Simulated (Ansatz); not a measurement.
## Ligand exchange: C2H7FSi2 + GeH2(CH3)(GeH3) → C2H8Si2 + GeH(CH3)(GeH3)F

Species: C2H7FSi2 `C=C[SiH2][SiH2]F`, singlet; GeH2(CH3)(GeH3), singlet; C2H8Si2 `C=C[SiH2][SiH3]`, singlet; GeH(CH3)(GeH3)F, singlet. The partners trade F for H: Si–F and Ge–H bonds give way to Si–H and Ge–F.

Shapes, held fixed at every level: PBE0-D4/def2-TZVP. Flexible molecules stand in one conformer, not always the lowest. Programs: Ansatz 0.2.0. Electronic energies: no zero-point or thermal term.

Problem. Estimate ΔE of this reaction.

Solution. The highest level, CCSD(T)/def2-TZVPP, gives ΔE = +56.5 kJ/mol; the levels span +49.5 to +59.1. The column of differences is taken from that level and isn't an error. No measured value is set beside it here. Relativity is left out for Ge unless named. Correlated rows may include outer-core shells of Ge, which these sets cover unevenly.

```csv
level,kind,ΔE (kJ/mol),less CCSD(T)/def2-TZVPP
HF/def2-TZVPP,Hartree–Fock,+58.4,+1.9
PBE-D4/def2-TZVPP,GGA,+49.5,-7.0
r2SCAN-D4/def2-TZVPP,meta-GGA,+53.8,-2.7
wB97M-V/def2-TZVPP,range-separated hybrid,+55.7,-0.8
MP2/def2-TZVPP,perturbation theory,+59.1,+2.6
CCSD/def2-TZVPP,coupled cluster or CI,+57.8,+1.3
CCSD(T)/def2-TZVPP,coupled cluster or CI,+56.5,0.0
```

Fluorine prefers silicon to germanium here: every level puts the exchange clearly uphill, so the direction doesn't depend on the treatment of correlation. Both Si–F and Si–H bonds are stronger than their germanium counterparts, but the advantage is much larger for fluorine, and the loss of Si–F therefore outweighs the gain of Si–H. Silicon is the more electropositive partner, because the filled 3d shell of germanium screens its nuclear charge poorly, and its shorter bond to fluorine gains more from ionic attraction.

Hartree–Fock already lies within 1.9 kJ/mol of CCSD(T), as expected when the number and broad type of bonds are conserved and most of the correlation energy cancels. PBE-D4 gives the weakest preference, at +49.5 kJ/mol, probably because a semilocal functional describes the two polar bonds to fluorine unevenly. The reaction energy fixes only the difference between the F-for-H preferences of the two centres, not the strength of any single bond.
